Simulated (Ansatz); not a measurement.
## Abstraction of H: InH(SH)2 + B(CH3)Cl → In(SH)2 + BH(CH3)Cl

Gas-phase species: InH(SH)2, singlet; B(CH3)Cl, doublet; In(SH)2, doublet; BH(CH3)Cl, singlet. A radical takes H: the energy is the difference in strength between the In–H bond broken and the B–H bond made.

Shapes, held fixed at every level: PBE0-D4/def2-TZVP. Flexible molecules stand in one conformer, not always the lowest. Programs: Ansatz 0.2.0. The zero-point and thermal change to 298 K, harmonic and unscaled (PBE0-D4/def2-TZVP), is +8.5 kJ/mol.

```csv
level,kind,ΔH(298 K) (kJ/mol),less CCSD(T)/def2-TZVPP
MP2/def2-SVP,perturbation theory,-144.1,-4.6
MP2/def2-TZVPP,perturbation theory,-140.6,-1.1
HF/def2-SVP,Hartree–Fock,-135.8,+3.7
r2SCAN-D4/def2-TZVPP,meta-GGA,-133.7,+5.8
BHLYP-D4/def2-TZVPP,global hybrid,-146.6,-7.1
r2SCAN0-D4/def2-TZVPP,global hybrid,-133.0,+6.5
B2PLYP/def2-TZVPP,double hybrid,-147.3,-7.8
CCSD(T)/def2-TZVPP,coupled cluster or CI,-139.5,0.0
```

The highest level, CCSD(T)/def2-TZVPP, gives ΔH(298 K) = -139.5 kJ/mol; the levels span -147.3 to -133.0. The column of differences is taken from that level and isn't an error. No measured value is set beside it here. Open shells run unrestricted. For atoms past krypton def2 sets carry core potentials with scalar relativity. Outer-core shells of In are correlated, in sets that cover them unevenly.

Hydrogen transfer from indium to boron is strongly exothermic at every level, with -139.5 kJ/mol at the coupled-cluster level, so the B–H bond formed is much stronger than the In–H bond broken. This follows the usual weakening of bonds to hydrogen down group 13: the compact boron valence orbitals overlap well with H 1s, whereas the diffuse 5s and 5p orbitals of indium overlap poorly. The reluctance of the indium 5s electrons to take part in bonding probably also favours the In(II) radical over the In(III) hydride.

One M–H bond is exchanged for another and the number of unpaired electrons is unchanged, so much of the correlation energy cancels. This helps explain why even Hartree–Fock gives a similar energy, though its small basis may contribute to the agreement. Adding exact exchange barely shifts the r2SCAN result, which suggests that the spread among the functionals has more to do with their underlying form. Because the two centres carry different substituents, the energy gap can't be assigned to the change of element alone.
